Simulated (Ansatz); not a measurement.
# Strength of the S–H bond: GeH2(CH3)(SH) → GeH2(CH3)S + H

Gas-phase species: GeH2(CH3)(SH), singlet; GeH2(CH3)S, doublet; H atom, doublet. 

Shapes, held fixed at every level: PBE0-D4/def2-TZVP. Flexible molecules stand in one conformer, not always the lowest. Programs: Ansatz 0.2.0. The zero-point and thermal change to 298 K, harmonic and unscaled (PBE0-D4/def2-TZVP), is -18.6 kJ/mol.

| level | kind | ΔH(298 K) (kJ/mol) | less CCSD(T)/def2-TZVPP |
| --- | --- | --- | --- |
| HF/def2-SVP | Hartree–Fock | +260.0 | -108.1 |
| SPW92/def2-TZVPP | LDA | +411.1 | +43.0 |
| PBE-D4/def2-TZVPP | GGA | +363.4 | -4.7 |
| wB97M-V/def2-TZVPP | range-separated hybrid | +375.2 | +7.1 |
| wB97X-V/def2-TZVPP | range-separated hybrid | +371.3 | +3.2 |
| CCSD/def2-TZVPP | coupled cluster or CI | +363.5 | -4.6 |
| CCSD(T)/def2-TZVPP | coupled cluster or CI | +368.1 | 0.0 |

The highest level, CCSD(T)/def2-TZVPP, gives ΔH(298 K) = +368.1 kJ/mol; the levels span +260.0 to +411.1. The column of differences is taken from that level and isn't an error. Hartree–Fock misses the correlation of the pair that is broken and comes out low. No measured value is set beside it here. Open shells run unrestricted. Relativity is left out for Ge. Outer-core shells of Ge are correlated, in sets that cover them unevenly.

Breaking the S–H bond costs +368.1 kJ/mol at the highest level, and the gradient-corrected, range-separated and coupled-cluster results all lie close to that value. The perturbative triples raise the CCSD enthalpy only modestly, as expected for a single bond breaking into two well-defined doublets. LDA overbinds markedly, probably because it describes the compact, one-electron density of the free hydrogen atom worse than the density in the bond.

Chemically, the bond joins hydrogen 1s to a diffuse sulfur 3p orbital, whose overlap is poorer and whose bond is less polar than in the corresponding O–H case; S–H bonds are accordingly the weaker of the two. The radical left behind is probably a thiyl with its unpaired electron largely in a sulfur 3p orbital, so germanium should influence the bond strength only indirectly. Because the correlation energy of the broken pair converges slowly with basis size, the small differences from CCSD(T) don't establish which of the density functionals is the most accurate.
